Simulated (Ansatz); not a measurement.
HfC: pressure against volume scale

All results are calculated (Ansatz 0.2.0). Periodic Kohn-Sham DFT of a crystal at fixed atoms, scaled to volume_scale times the given cell; pressure positive in compression, energy less spherical unpolarised free atoms, largest_vzz the field gradient of largest size among the nuclei.

The cell before it is scaled or strained (space group Fm-3m, No. 225):
```
cell vectors (Å)
   0.0000     2.3250     2.3250
   2.3250     0.0000     2.3250
   2.3250     2.3250     0.0000
atoms (fractions of the cell vectors)
Hf  0.50000  0.50000  0.50000
C   0.00000  0.00000  0.00000
```

Settings of every row: method frozen-core PAW; functional LDA; relativity scalar; k mesh 12x12x12; filling fermi-dirac; smearing width 0.05 eV; wave cutoff 420 eV; paw set soft_2.

Atom start moment: 0 on all atoms.

Limits: PAW files made with PBE; no spin-orbit coupling on heavy atoms.

```csv
row,volume scale,V (Å³/atom),pressure (GPa)
1,0.94,11.814,3.172
2,0.96,12.065,-2.361
3,0.98,12.317,-7.354
4,0.99,12.442,-9.663
5,1,12.568,-11.855
6,1.01,12.694,-13.936
7,1.02,12.819,?
8,1.04,13.071,-19.568
9,1.06,13.322,-22.863
```

Question: what pressure should row 7 give?

Worked fit of pressure. Take u = (V_r/V)^(2/3) − 1 with V_r = 12.505 Å³ an atom, which is twice the finite (Eulerian) strain; such expansions in the strain, on which the Birch-Murnaghan equation of state is built, carry the rest volume and the bulk modulus. The shown rows have u = 0.03862, 0.02417, 0.01015, 0.00337, -0.00334, -0.00995, -0.02908, -0.04131. Least squares give pressure = −10.7692 + 326.902 × u + 855.52 × u² + 693 × u³ GPa; a parabola predicts inner rows, each left out in turn, worse (root mean square 0.012 against 0.0066 GPa). The rows lie off it by 0.000, -0.003, 0.008, -0.005, -0.003, 0.002, 0.001, -0.001 (root mean square 0.0038 GPa). The pressure vanishes at u = 0.0305, or V = 11.95 Å³ an atom, and there the bulk modulus at fixed shape and fractions is B = −V dP/dV = (2/3)(1 + u) dP/du = 262 GPa. The withheld row has u = -0.0164, so the fit gives −10.7692 + 326.902 × (-0.0164) + 855.52 × (-0.0164)² + 693 × (-0.0164)³ = -15.903 GPa.

The calculation gave -15.912 GPa. The fit lies 0.009 GPa (0.035 % of the column's range) above it; its largest miss of a shown row is 0.008 GPa.
